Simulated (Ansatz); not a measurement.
**Strength of the N–H bond: GeH3(NH2) → GeH3(NH) + H**

Species: GeH3(NH2), singlet; GeH3(NH), doublet; H atom, doublet. 

Shapes, held fixed at every level: PBE0-D4/def2-TZVP. Programs: Ansatz 0.2.0. The zero-point and thermal change to 298 K, harmonic and unscaled (PBE0-D4/def2-TZVP), is -30.8 kJ/mol.

| level | kind | ΔH(298 K) (kJ/mol) | less CCSD(T)/def2-TZVPP |
| --- | --- | --- | --- |
| HF/def2-SVP | Hartree–Fock | +326.0 | -117.9 |
| SPW92/def2-TZVPP | LDA | +496.8 | +52.9 |
| PBE-D4/def2-TZVPP | GGA | +434.4 | -9.5 |
| BHLYP-D4/def2-TZVPP | global hybrid | +430.5 | -13.4 |
| PBE0-D4/def2-TZVPP | global hybrid | +434.6 | -9.3 |
| MP2/def2-SVP | perturbation theory | +440.1 | -3.8 |
| CCSD/def2-TZVPP | coupled cluster or CI | +439.3 | -4.6 |
| CCSD(T)/def2-TZVPP | coupled cluster or CI | +443.9 | 0.0 |

The highest level, CCSD(T)/def2-TZVPP, gives ΔH(298 K) = +443.9 kJ/mol; the levels span +326.0 to +496.8. The column of differences is taken from that level and isn't an error. Hartree–Fock misses the correlation of the pair that is broken and comes out low. No measured value is set beside it here. Open shells run unrestricted unless RO is named. Relativity is left out for Ge unless named. Correlated rows may include outer-core shells of Ge, which these sets cover unevenly.

Breaking the N–H bond costs +443.9 kJ/mol at the highest level, as expected for a strong, polar bond between hydrogen's compact 1s orbital and a nitrogen hybrid. The radical left behind is best pictured as an aminyl, with its unpaired electron largely in a nitrogen 2p orbital; the neighbouring germyl group can offer only modest hyperconjugative relief.

The local density approximation overbinds strongly because it describes the separated fragments, the hydrogen atom above all, less well than the molecule, and gradient corrections remove all of that excess and slightly overshoot, leaving PBE 9.5 kJ/mol below CCSD(T). PBE and PBE0 then almost coincide, which suggests that exact exchange matters little for a radical this localised. Connected triples add only a little to CCSD, so the bond energy looks well converged in the correlation treatment, though not necessarily in the basis. The closeness of MP2 in the smaller basis probably owes something to cancelling errors. Without the same reaction for ammonia or methylamine, whether germyl strengthens or weakens the N–H bond remains open.
